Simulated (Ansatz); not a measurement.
Ligand exchange: C4H9F + AlI3 → C3H6FI + Al(CH3)I2

Species: C4H9F `CC(C)CF`, singlet; AlI3 (aluminum iodide) `[I][Al]([I])[I]`, singlet; C3H6FI `CC(I)CF`, singlet; Al(CH3)I2, singlet. The partners trade CH3 for I: C–CH3 and Al–I bonds give way to C–I and Al–CH3.

Shapes, held fixed at every level: PBE0-D4/def2-TZVP. Flexible molecules stand in one conformer, not always the lowest. Programs: Ansatz 0.2.0. Electronic energies: no zero-point or thermal term.

| level | kind | ΔE (kJ/mol) | less CCSD(T)/def2-TZVPP |
| --- | --- | --- | --- |
| HF/def2-TZVPP | Hartree–Fock | +160.6 | +18.7 |
| PBE-D4/def2-TZVPP | GGA | +135.9 | -6.0 |
| r2SCAN-D4/def2-TZVPP | meta-GGA | +141.8 | -0.1 |
| wB97M-V/def2-TZVPP | range-separated hybrid | +141.8 | -0.1 |
| wB97X-V/def2-TZVPP | range-separated hybrid | +144.8 | +2.9 |
| MP2/def2-TZVPP | perturbation theory | +145.4 | +3.5 |
| CCSD/def2-TZVPP | coupled cluster or CI | +145.1 | +3.2 |
| CCSD(T)/def2-TZVPP | coupled cluster or CI | +141.9 | 0.0 |

The highest level, CCSD(T)/def2-TZVPP, gives ΔE = +141.9 kJ/mol; the levels span +135.9 to +160.6. The column of differences is taken from that level and isn't an error. No measured value is set beside it here. For atoms past krypton def2 sets carry core potentials with scalar relativity. Outer-core shells of I are correlated in most correlated rows, in sets that cover them unevenly.

Exchanging CH3 for I is strongly uphill at every level, so the electronic energy favours the reverse reaction, methylation of the alkyl iodide by Al(CH3)I2. The cost probably arises mainly on the carbon side, where a strong C–C bond gives way to a weak C–I bond, in which the diffuse iodine 5p orbital overlaps poorly with carbon. Aluminium offers no compensation: Al–I is a strong polar bond, possibly helped by iodine lone-pair donation into the empty Al 3p orbital, which a methyl group can replace only by weak hyperconjugation.

Hartree–Fock exaggerates the penalty by 18.7 kJ/mol relative to CCSD(T), which suggests that correlation stabilises the iodoalkane side more. The sign is nevertheless insensitive to the treatment of correlation. With two molecules on each side, entropy is unlikely to reverse it at ordinary temperatures. The result doesn't make the fluoroalkane inert towards AlI3, since fluoride abstraction or F/I exchange, driven by the strong Al–F bond, is a separate pathway.
